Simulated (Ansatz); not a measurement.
# Abstraction of H: C4H8 + SnH2(SeH) → C4H7 + SnH3(SeH)

Species: C4H8 `C1CCC1`, singlet; SnH2(SeH), doublet; C4H7 (cyclobutyl radical) `[CH]1CCC1`, doublet; SnH3(SeH), singlet. A radical takes H: the energy is the difference in strength between the C–H bond broken and the Sn–H bond made.

Shapes, held fixed at every level: PBE0-D4/def2-TZVP. Flexible molecules stand in one conformer, not always the lowest. Programs: Ansatz 0.2.0. The zero-point and thermal change to 298 K, harmonic and unscaled (PBE0-D4/def2-TZVP), is -17.3 kJ/mol.

```tsv
level	kind	ΔH(298 K) (kJ/mol)	less CCSD(T)/def2-TZVPP
MP2/def2-TZVPP	perturbation theory	+119.8	+10.8
SPW92/def2-TZVPP	LDA	+122.1	+13.1
B3LYP-D4/def2-TZVPP	global hybrid	+110.6	+1.6
r2SCAN0-D4/def2-TZVPP	global hybrid	+100.6	-8.4
wB97M-V/def2-TZVPP	range-separated hybrid	+111.4	+2.4
CCSD/def2-SVP	coupled cluster or CI	+111.1	+2.1
CCSD/def2-TZVPP	coupled cluster or CI	+105.6	-3.4
CCSD(T)/def2-TZVPP	coupled cluster or CI	+109.0	0.0
```

The highest level, CCSD(T)/def2-TZVPP, gives ΔH(298 K) = +109.0 kJ/mol; the levels span +100.6 to +122.1. The column of differences is taken from that level and isn't an error. No measured value is set beside it here. Open shells run unrestricted. For atoms past krypton def2 sets carry core potentials with scalar relativity. Relativity is left out for Se. Outer-core shells of Se, Sn are correlated in most correlated rows, in sets that cover them unevenly.

Hydrogen abstraction from cyclobutane by this stannyl radical is clearly endothermic at every level, so the C–H bond broken is much stronger than the Sn–H bond formed. The main reason is orbital size: the diffuse valence orbitals of tin overlap less well with hydrogen 1s than the compact carbon hybrids do. The thermal term eases the uphill step, probably because stiff C–H stretching and bending modes give way to softer ones involving Sn–H.

Within coupled cluster, enlarging the basis lowers the CCSD value from +111.1 to +105.6 kJ/mol, while adding triples raises it to +109.0. The closeness of CCSD/def2-SVP to the highest level therefore reflects partly cancelling changes rather than convergence. The spread among methods alters the size of the bond-strength gap but not its sign.

Read in reverse, the result matches the familiar role of tin hydrides as hydrogen donors to alkyl radicals. That supports a thermodynamic driving force for the transfer, but a reaction energy alone doesn't establish its rate.
